# Temperature halving in a harmonic crystal started from lattice sites

## 1. Premises and conventions

- **P1.** Classical point masses with Cartesian coordinates $x_i$ and masses $m_i$. Newtonian dynamics, no thermostat, fixed periodic cell (NVE).
- **P2.** The potential is exactly quadratic about the lattice sites, with $U=0$ there: $U=\tfrac12\sum_{ij}\Phi_{ij}u_iu_j$, where $u_i$ is the displacement. $\Phi$ is symmetric and positive semidefinite, and its only null vectors are the uniform translations.
- **P3.** At $t=0$ all $u_i=0$.
- **P4.** Initial velocities are independent Gaussians with $\langle m_iv_i^2\rangle=k_BT_0$, and the centre-of-mass velocity is then subtracted (Gaussian start). Optionally all velocities are then multiplied by one factor that makes the kinetic temperature exactly $T_0$ (rescaled start).

$n$ is the number of coordinates minus the number of translations. The kinetic temperature is $T(t)=2K(t)/(nk_B)$. $\omega$ is an angular frequency, and $\nu=\omega/2\pi$. Brackets $\langle\cdot\rangle$ average over initial velocities. An overbar averages over time along one run.

## 2. Normal modes

Mass-weight: $y_i=\sqrt{m_i}\,u_i$, $\pi_i=\dot y_i$, $D_{ij}=\Phi_{ij}/\sqrt{m_im_j}$. Then $K=\tfrac12\sum_i\pi_i^2$, $U=\tfrac12\,y^{\mathsf T}Dy$ and $\ddot y=-Dy$.

$D$ is real symmetric, so it has real orthonormal eigenvectors, $De_j=\omega_j^2e_j$, with $\omega_j^2\ge0$ by P2. Put $Q_j=e_j\cdot y$ and $P_j=e_j\cdot\pi$. Orthonormality removes all cross terms:

$$K=\sum_jK_j=\sum_j\tfrac12P_j^2,\qquad U=\sum_jU_j=\sum_j\tfrac12\omega_j^2Q_j^2,\qquad \dot Q_j=P_j,\quad \dot P_j=-\omega_j^2Q_j. \tag{1}$$

**No mixing.** For $E_j=K_j+U_j$, $\dot E_j=P_j\dot P_j+\omega_j^2Q_j\dot Q_j=0$. Every mode energy is a constant of motion. In a degenerate subspace this holds for any orthonormal basis.

**Zero modes.** A translation has $e_0\propto\sqrt{m_i}$ along one axis. Subtracting $V=\sum_i m_iv_i/\sum_i m_i$ sends $\pi_i\to\pi_i-\sqrt{m_i}\sum_l\sqrt{m_l}\,\pi_l/\sum_l m_l$, which is $\pi\to\pi-e_0(e_0\cdot\pi)$. This orthogonal projection sets $P_0=0$ and leaves the other $P_j$ unchanged. From here on $j$ runs over the $n$ modes with $\omega_j>0$.

## 3. One run: time averages

P3 gives $Q_j(0)=0$, so $E_j=\tfrac12P_j(0)^2$ and the total energy is $E=K(0)$. The solution of (1) is

$$Q_j=\frac{P_j(0)}{\omega_j}\sin\omega_jt,\qquad P_j=P_j(0)\cos\omega_jt .$$

With $\cos^2x=\tfrac12(1+\cos2x)$,

$$K_j=\tfrac12E_j(1+\cos2\omega_jt),\qquad U_j=\tfrac12E_j(1-\cos2\omega_jt). \tag{2}$$

Average over $0\le t\le\tau$:

$$\frac1\tau\int_0^\tau K_j\,dt=\frac{E_j}{2}\left[1+\frac{\sin2\omega_j\tau}{2\omega_j\tau}\right]. \tag{3}$$

The last term is bounded by $1/(2\omega_j\tau)$, so $\overline{K_j}=\overline{U_j}=E_j/2$ as $\tau\to\infty$. Summing over the finite set of modes,

$$\overline K=\overline U=\tfrac12K(0),\qquad \overline T=\tfrac12T(0). \tag{4}$$

Equation (4) holds for every run with zero total momentum and any initial velocities, without P4's distribution and without ergodicity. For the rescaled start $T(0)=T_0$ exactly. For the Gaussian start $\langle T(0)\rangle=T_0$.

## 4. Average over initial velocities

*Gaussian start.* The $\pi_i$ are independent with variance $k_BT_0$. An orthogonal map leaves an isotropic Gaussian isotropic, so the $P_j(0)$ are independent with variance $k_BT_0$, and $\langle E_j\rangle=\tfrac12k_BT_0$.

*Rescaled start.* The isotropic Gaussian in $n$ dimensions factorises as $P(0)=R\,s$, with $s$ uniform on the unit sphere and independent of $R$. Rescaling fixes $R^2=2K(0)$, so $E_j=K(0)s_j^2$. Symmetry and $\sum_j s_j^2=1$ give $\langle s_j^2\rangle=1/n$.

In both cases each mode has the same mean weight. From (2), $K(t)/K(0)=\sum_js_j^2\cos^2\omega_jt$ does not depend on $R$, so the mean of the ratio equals the ratio of the means. Define the normalised density of modes $g(\omega)=n^{-1}\sum_j\delta(\omega-\omega_j)$, with $\int_0^\infty g\,d\omega=1$. Then

$$\left\langle\frac{K(t)}{K(0)}\right\rangle=\frac12\left[1+\int_0^\infty g(\omega)\cos(2\omega t)\,d\omega\right]. \tag{5}$$

Consequences.

- Short times: expanding the cosine, (5) is $1-\langle\omega^2\rangle_g\,t^2+O(t^4)$.
- Long times: if $n\to\infty$ is taken first and $g$ becomes an integrable function without delta peaks, the integral tends to zero (Riemann–Lebesgue lemma) and $\langle T(t)\rangle\to T_0/2$. The mechanism is dephasing. At finite $n$ the integral is a finite sum of cosines with no limit, and only the time average (4) survives.
- In canonical equilibrium $P_j(t)=P_j(0)\cos\omega_jt-\omega_jQ_j(0)\sin\omega_jt$ with $\langle P_jQ_j\rangle=0$, so the normalised mass-weighted velocity autocorrelation function is $C(t)=\int g\cos\omega t\,d\omega$. Equation (5) is $\tfrac12[1+C(2t)]$.
- Running mean: apply (3) under the integral. The kernel $\sin(2\omega\tau)/(2\omega)$ concentrates at $\omega=0$ and has $\int_0^\infty d\omega\,\sin(2\omega\tau)/(2\omega)=\pi/4$. For $g$ smooth at $0^+$,

$$\frac1\tau\int_0^\tau\langle T\rangle\,dt\simeq\frac{T_0}{2}\left[1+\frac{\pi g(0^+)}{4\tau}\right]. \tag{6}$$

**Scatter between runs.** For the unit Gaussian, $\langle P_i^4\rangle=3$, $\langle P_i^2P_j^2\rangle=1$ for $i\ne j$, and $\langle R^4\rangle=3n+n(n-1)=n(n+2)$. Independence of $R$ and $s$ gives

$$\langle s_i^4\rangle=\frac{3}{n(n+2)},\qquad\langle s_i^2s_j^2\rangle=\frac1{n(n+2)}. \tag{7}$$

For any fixed $c_j$, $\langle(\sum_j c_js_j^2)^2\rangle=[2\sum_j c_j^2+(\sum_j c_j)^2]/[n(n+2)]$. Subtract $(\sum_j c_j/n)^2$:

$$\operatorname{Var}\sum_jc_js_j^2=\frac{2}{n+2}\left[\langle c^2\rangle_g-\langle c\rangle_g^2\right]. \tag{8}$$

Take $c_j=\cos^2\omega_jt$ and use $\cos^4x=\tfrac38+\tfrac12\cos2x+\tfrac18\cos4x$. The bracket is $\tfrac18+\tfrac18C(4t)-\tfrac14C(2t)^2$. Once $C$ is small, the standard deviation of $K(t)/K(0)$ is $1/(2\sqrt{n+2})$.

## 5. The monatomic chain

Ring of $N$ atoms, $N$ odd, mass $M$, spacing $a$, nearest-neighbour force constant $\kappa$, longitudinal motion only, $n=N-1$:

$$M\ddot u_l=\kappa\,(u_{l+1}+u_{l-1}-2u_l),\qquad u_{l+N}=u_l .$$

Insert $u_l\propto e^{iqla}$. Then $M\omega^2=\kappa(2-2\cos qa)=4\kappa\sin^2(qa/2)$, and periodicity gives $qa=2\pi k/N$:

$$\omega_k=\omega_m\sin\varphi_k,\qquad\varphi_k=\frac{\pi k}{N},\quad k=0,\dots,N-1,\qquad\omega_m=2\sqrt{\kappa/M}. \tag{9}$$

$k=0$ is the translation. Modes $k$ and $N-k$ are degenerate, and their real combinations are a cosine and a sine standing wave. There are $n/2$ such pairs with distinct frequencies. As $q\to0$, $\omega\to c_sq$ with $c_s=a\omega_m/2$, so a fit to a sound speed reads

$$\kappa=Mc_s^2/a^2,\qquad\omega_m=2c_s/a. \tag{10}$$

**Infinite chain.** $\varphi$ is uniform on $(0,\pi)$, and by symmetry on $(0,\pi/2)$ with density $2/\pi$. With $d\omega=\omega_m\cos\varphi\,d\varphi$,

$$g(\omega)=\frac{2}{\pi\sqrt{\omega_m^2-\omega^2}},\qquad0<\omega<\omega_m .$$

The Bessel functions $J_p(z)$ are the Fourier coefficients in $e^{iz\sin\varphi}=\sum_pJ_p(z)e^{ip\varphi}$, and $J_{-p}=(-1)^pJ_p$. The real part is

$$\cos(z\sin\varphi)=J_0(z)+2\sum_{l\ge1}J_{2l}(z)\cos2l\varphi. \tag{11}$$

Averaging over $\varphi$ leaves $J_0$. With $z=2\omega_mt$,

$$\left\langle\frac{K(t)}{K(0)}\right\rangle_{N\to\infty}=\tfrac12\left[1+J_0(2\omega_mt)\right]. \tag{12}$$

Large $z$: the phase $z\sin\varphi$ is stationary at the band edge. With $\varphi=\pi/2-x$ and $\sin\varphi\simeq1-x^2/2$,

$$J_0(z)\simeq\frac2\pi\operatorname{Re}\left[e^{iz}\int_0^\infty e^{-izx^2/2}dx\right]=\sqrt{\frac2{\pi z}}\cos\left(z-\frac\pi4\right).$$

The end point $\varphi=0$ adds nothing at order $1/z$, since the boundary term $\sin(z\sin\varphi)/(z\cos\varphi)$ vanishes there. The deviation of (12) from $\tfrac12$ oscillates at $2\omega_m$ inside the envelope

$$\pm\,(4\pi\omega_mt)^{-1/2}. \tag{13}$$

The slow power law comes from the inverse-square-root singularity of $g$ at $\omega_m$. Since $g(0^+)=2/(\pi\omega_m)$, the excess of the running mean in (6) is $T_0/(4\omega_m\tau)$.

**Finite ring.** Sum (11) over $k=0,\dots,N-1$. The sum $\sum_k\cos(2\pi lk/N)$ equals $N$ if $N$ divides $l$ and zero otherwise. Remove the $k=0$ term, which is 1, and divide by $N-1$:

$$\left\langle\frac{K(t)}{K(0)}\right\rangle=\frac12\left[1+\frac{N\left(J_0(z)+2\sum_{r\ge1}J_{2rN}(z)\right)-1}{N-1}\right]. \tag{14}$$

This is exact. $J_p(z)$ is exponentially small for $z$ well below $p$, because the phase $z\sin\varphi-p\varphi$ of its Fourier integral has no real stationary point until $z=p$. The first echo therefore arrives near $z=2N$:

$$t_{\rm echo}=N/\omega_m=Na/(2c_s). \tag{15}$$

In this time two sound fronts leaving one atom in opposite directions meet across the ring. Before it, (14) oscillates about $\tfrac12-1/[2(N-1)]$. The echoes restore the long-time mean to $\tfrac12$, as (4) demands.

## 6. Half the temperature, but no equilibrium

Let $T=T_0/2$.

**Mode energies.** For the Gaussian start $E_j=\tfrac12P_j(0)^2$ has mean $\tfrac12k_BT_0=k_BT$, the canonical value at $T$. Its variance is $\tfrac14(3-1)(k_BT_0)^2=2(k_BT)^2$. A canonical oscillator has an exponential energy distribution with variance $(k_BT)^2$. Since $E_j$ is conserved, the factor 2 is permanent.

**Kinetic-energy fluctuation along one run.** Group equal frequencies, $W_\omega=\sum_{\omega_j=\omega}E_j$. From (2), $K-E/2=\tfrac12\sum_\omega W_\omega\cos2\omega t$. The time average of $\cos2\omega t\cos2\omega't$ is $\tfrac12$ for $\omega=\omega'$ and zero otherwise, so

$$\overline{(K-E/2)^2}=\tfrac18\sum_\omega W_\omega^2 .$$

For a degenerate pair, (7) gives $\langle(s_1^2+s_2^2)^2\rangle=(3+3+2)/[n(n+2)]$. With $n/2$ pairs and the rescaled start,

$$\left\langle\overline{(K-E/2)^2}\right\rangle=\frac{E^2}{2(n+2)}. \tag{16}$$

**Microcanonical value.** In the variables $(P_j,\omega_jQ_j)$ the energy shell is a sphere in $2n$ dimensions with uniform measure. The volume with kinetic fraction $f=K/E$ is proportional to $f^{n/2-1}(1-f)^{n/2-1}$, a symmetric beta density with variance $1/[4(n+1)]$. The ratio of (16) to $E^2/[4(n+1)]$ is $2(n+1)/(n+2)$, which tends to 2.

The large-$n$ microcanonical relation of Lebowitz, Percus and Verlet (1967), $\operatorname{Var}K=\tfrac n2(k_BT)^2[1-nk_B/(2C_V)]$, reproduces the microcanonical $\tfrac n4(k_BT)^2$ for the harmonic value $C_V=nk_B$. Equation (16), with $E=nk_BT$, tends to $\tfrac n2(k_BT)^2$. Inserted into that relation it gives $nk_B/C_V\to0$. Mean energies from such a run are right, and heat capacities from its fluctuations are wrong.

## 7. Finite time step

Velocity Verlet is linear in the force, so it acts on each mode separately and the modes stay uncoupled. One step $\Delta t$, with $\eta=\omega^2\Delta t^2/4$:

$$Q'=(1-2\eta)\,Q+\Delta t\,P,\qquad P'=-\omega^2\Delta t\,(1-\eta)\,Q+(1-2\eta)\,P .$$

For $0<\eta<1$ define $\theta\in(0,\pi)$ by $\cos\theta=1-2\eta$, so $\sin^2\theta=4\eta(1-\eta)=\omega^2\Delta t^2(1-\eta)$. The addition theorems verify by induction that after $b$ steps from $Q=0$

$$Q_b=P(0)\,\Delta t\,\frac{\sin b\theta}{\sin\theta},\qquad P_b=P(0)\cos b\theta .$$

Hence $K_b=K(0)\cos^2b\theta$ and $U_b=K(0)\sin^2b\theta/(1-\eta)$ for the mode.

- $\overline K=K(0)/2$ exactly, for any stable step. The halving carries no time-step error.
- $\overline U$ is larger by the factor $1/(1-\eta)$. The conserved mode quantity is $\tfrac12P^2+\tfrac12\omega^2(1-\eta)Q^2$.
- In (5), $\omega$ becomes $\theta/\Delta t=(2/\Delta t)\arcsin(\omega\Delta t/2)\simeq\omega(1+\omega^2\Delta t^2/24)$.
- Half-step velocities $(Q_{b+1}-Q_b)/\Delta t=P(0)\cos[(b+\tfrac12)\theta]/\cos(\theta/2)$, with $\cos^2(\theta/2)=1-\eta$, give a mean kinetic energy larger by $1/(1-\eta)$.

For the infinite chain $\eta=\epsilon\sin^2\varphi$ with $\epsilon=(\omega_m\Delta t/2)^2$, and $(2/\pi)\int_0^{\pi/2}d\varphi/(1-\epsilon\sin^2\varphi)=(1-\epsilon)^{-1/2}=\langle\overline U\rangle/\langle\overline K\rangle$.

## 8. Range of validity

1. **Start at the minimum.** With initial potential energy $U_0$, each mode still has $\overline{K_j}=E_j/2$, since a phase shift does not change the mean of $\cos^2$. Then $\overline T=T_0/2+U_0/(nk_B)$, and (5) gains the term $\sum_j\langle U_j(0)\rangle\sin^2\omega_jt/K(0)$ for a rescaled start with velocities independent of displacements.
2. **Zero and unstable modes.** A zero mode keeps all its kinetic energy. If $n_0$ of $n_{\rm tot}$ equally filled modes have $\omega=0$, then $\overline T=\tfrac12T_0(1+n_0/n_{\rm tot})$ on average, with $T$ defined on $n_{\rm tot}$. At a saddle point, $\omega^2<0$, the cosine becomes a hyperbolic cosine and nothing above holds.
3. **Equal filling.** Equation (5) needs equal $\langle E_j\rangle$. Otherwise $g$ is replaced by the energy-weighted density, while (4) is unchanged.
4. **Order of limits.** Equation (12) needs $t<t_{\rm echo}$ and $N\gg1$. Equation (4) needs $\omega_{\min}\tau\gg1$, with $\omega_{\min}\simeq2\pi c_s/(Na)$ on the ring.
5. **No thermostat or barostat.** Either one exchanges energy with the modes.
6. **Classical mechanics.** The results describe the simulation. A quantum oscillator has mean kinetic energy $\tfrac14\hbar\omega\coth(\hbar\omega/2k_BT)$, above $\tfrac12k_BT$ by the fraction $(\hbar\omega/k_BT)^2/12$ to leading order. For the chain $\langle\omega^2\rangle_g=\omega_m^2/2$, which gives $(\hbar\omega_m/k_BT)^2/24$.
7. **Anharmonicity.** It couples the modes, so the $E_j$ drift, and it shifts the final temperature. Mixing can be slow in chains, as in the Fermi–Pasta–Ulam–Tsingou problem. The shift for a chain that has equilibrated follows.

Let each bond stretch $x_l=u_{l+1}-u_l$ have energy $\tfrac12\kappa x^2+\tfrac13\alpha x^3+\tfrac14\beta x^4$. On the ring $\sum_l x_l=0$, so any linear term drops out. In the harmonic ensemble the $x_l$ are Gaussian with variance $\sigma^2=k_BT/\kappa$ and mutual correlations of order $1/N$. The constraint allows $\sum_l x_l^3=\sum_l(x_l^3-3\sigma^2x_l)$. This combination is orthogonal to $x_l$ and $x_l^2$, so its correlation between different bonds is of order $N^{-3}$ and negligible in the double sum. Its mean square is $(15-18+9)\sigma^6=6\sigma^6$. The cumulant expansion of the free energy per bond, to order $T^2$, is

$$\delta f=\frac\beta4\,3\sigma^4-\frac1{2k_BT}\frac{\alpha^2}9\,6\sigma^6=-A(k_BT)^2,\qquad A=\frac{\alpha^2}{3\kappa^3}-\frac{3\beta}{4\kappa^2}.$$

The energy shift is $\delta f-T\,\partial_T\delta f=+A(k_BT)^2$. Energy conservation per atom, $\tfrac12k_BT_0=k_BT+A(k_BT)^2$, gives

$$T\simeq\frac{T_0}2\left[1-A\,\frac{k_BT_0}{2}\right]. \tag{17}$$

The chain's Grüneisen parameter is $\gamma=-d\ln\omega/d\ln a$. Since $\omega^2$ is proportional to the bond curvature, whose derivative is $2\alpha$, $\gamma=-\alpha a/\kappa$. The cubic part of $A$ is $\gamma^2/(3\kappa a^2)=\gamma^2/(3Mc_s^2)$. The quartic part is of the same order. For a Morse bond $D_e(1-e^{-bx})^2=D_e(b^2x^2-b^3x^3+\tfrac7{12}b^4x^4-\dots)$ one has $\alpha=-\tfrac32b\kappa$ and $\beta=\tfrac76b^2\kappa$, so $A=(\tfrac34-\tfrac78)\,b^2/\kappa$. The quartic part is $-\tfrac76$ of the cubic part.

## 9. Illustration: chain fitted to the sound speed of Cu

Inputs, as typical or approximate values: $M=63.546$ u, $a=2.556$ Å (nearest-neighbour distance), $c_s=4760$ m/s (longitudinal, polycrystal). The chain is a one-parameter model and reproduces $c_s$ by construction. Run parameters: $N=101$, $n=100$, rescaled start at $T_0=600$ K, $\Delta t=2$ fs. The time-averaged temperature is 300 K.

From (10): $Mc_s^2=14.9$ eV, $\kappa=2.28$ eV/Å$^2$ $=36.6$ N/m, $\omega_m=37.2$ ps$^{-1}$, $\nu_m=5.93$ THz, and $z=74.5\,t/\text{ps}$.

| event in $J_0(z)$ | $z$ | $t$ (fs) | ratio, eq. (12) | ratio, eq. (14) | $\langle T\rangle$ (K), eq. (14) |
|---|---|---|---|---|---|
| first zero | 2.405 | 32.3 | 0.500 | 0.495 | 297 |
| first minimum | 3.832 | 51.4 | 0.299 | 0.292 | 175 |
| next maximum | 7.016 | 94.2 | 0.650 | 0.647 | 388 |

- **Envelope.** At 1 ps, (13) is $\pm0.046$, or $\pm28$ K. It reaches $\pm0.01$ only at 21.4 ps, which requires a longer ring.
- **Echo.** The ring is 25.8 nm long and $t_{\rm echo}=2.71$ ps. There $J_{202}(202)=0.0762$, and the echo term adds $0.077$ to the ratio (46 K), against an envelope of $0.028$.
- **Running mean over 1 ps.** The leading term of (6) is $+4.0$ K. The full integral of (12), which includes the oscillating band-edge part, gives $+3.7$ K. For $N=101$ the offset $-T_0/[2(N-1)]=-3.0$ K is of the same size, and (14) gives $+0.7$ K. The scatter between runs, from (8) with $c_j$ equal to half the bracket in (3), is 2.5 K. A single 1 ps run thus reads 300 K within a few kelvin.
- **Instantaneous scatter.** After dephasing, $1/(2\sqrt{102})=0.050$, or 30 K, as large as the envelope at 1 ps. One run of this size shows the first few oscillations only, and the tail of (12) needs an average over starts.
- **Fluctuation along a long run.** Equation (16) gives an rms of 42 K. The microcanonical value is 30 K, and the variance ratio is 1.98.
- **Time step.** $\omega_m\Delta t=0.0745$ and $\epsilon=1.39\times10^{-3}$. $\overline U$ exceeds $\overline K$ by the fraction $6.9\times10^{-4}$, and the top frequency rises by the fraction $2.3\times10^{-4}$.
- **Anharmonic shift.** The rms bond stretch at 300 K is 0.106 Å, or 4.2 % of $a$. A typical bulk value $\gamma\approx2$, used in the chain only to set a scale, makes the cubic part of $Ak_BT_0/2$ equal to $2.3\times10^{-3}$, a shift of $-0.7$ K in (17). A Morse quartic term adds $+0.8$ K, leaving $+0.1$ K. The shift is of order 1 K or less, and its sign depends on the potential.
- **Quantum scale.** $\hbar\omega_m/k_B=284$ K. At 300 K the quantum kinetic energy of this chain exceeds the classical one by the fraction 0.037.